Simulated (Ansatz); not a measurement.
## InSi2H7 (SMILES [SiH3][SiH2][InH2]): the electronic atomisation energy, rung by rung

The species is InSi2H7 (10 atoms), meant as a singlet with charge 0. SMILES: `[SiH3][SiH2][InH2]`. The coordinates come from a PBE0-D4/def2-TZVP relaxation.

Quantity: the electronic atomisation energy, in eV. The values are calculated. Electronic energies at fixed atoms, without zero-point motion or spin-orbit coupling.

```json
{"level": "PBE/def2-SVP (core potential)", "kind": "GGA", "program": "Ansatz", "value (eV)": "25.35", "CPU time (all runs)": "12 s"}
{"level": "revPBE/def2-SVP (core potential)", "kind": "GGA", "program": "Ansatz", "value (eV)": "24.71", "CPU time (all runs)": "12 s"}
{"level": "HSE06/def2-SVP (core potential)", "kind": "range-separated hybrid", "program": "Ansatz", "value (eV)": "25.49", "CPU time (all runs)": "17 s"}
{"level": "wB97M-V/def2-SVP (core potential)", "kind": "range-separated hybrid", "program": "Ansatz", "value (eV)": "26.36", "CPU time (all runs)": "2.4 min"}
{"level": "wB97X/def2-SVP (core potential)", "kind": "range-separated hybrid", "program": "Ansatz", "value (eV)": "26.26", "CPU time (all runs)": "50 s"}
{"level": "B2PLYP/def2-SVP (core potential)", "kind": "double hybrid", "program": "Ansatz", "value (eV)": "25.21", "CPU time (all runs)": "20 s"}
{"level": "RPA@PBE/def2-SVP (core potential)", "kind": "RPA", "program": "Ansatz", "value (eV)": "24.17", "CPU time (all runs)": "23 s"}
{"level": "RPA@PBE0/def2-SVP (core potential)", "kind": "RPA", "program": "Ansatz", "value (eV)": "24.28", "CPU time (all runs)": "24 s"}
```

The values span 24.17 to 26.36 eV. Times are those of the runs behind each value, whatever else they computed, on shared processors of several kinds: orders of magnitude only.

All the methods find the molecule strongly bound relative to its free atoms, as expected for a framework of ordinary two-centre single bonds. Most of the cohesion probably sits in the five Si–H bonds. Bonds to indium are generally weaker, because its diffuse valence orbitals overlap less well and trivalency requires engaging the tightly held 5s pair.

The spread is systematic: both RPA values lie lowest, and wB97X and wB97M-V lie highest. Changing the RPA reference from PBE to PBE0 only moves the result from 24.17 to 24.28 eV, so the choice of orbitals does not account for the low values. RPA's known underbinding, probably reinforced by slow convergence of the correlation energy in a small basis, is the likelier reason. The closeness of PBE and HSE06 shows agreement between those two functionals, not accuracy.

A large atomisation energy does not imply persistence as a monomer, since three-coordinate indium has an empty p orbital and hydrides of this type tend to associate through bridging hydrogen or decompose.
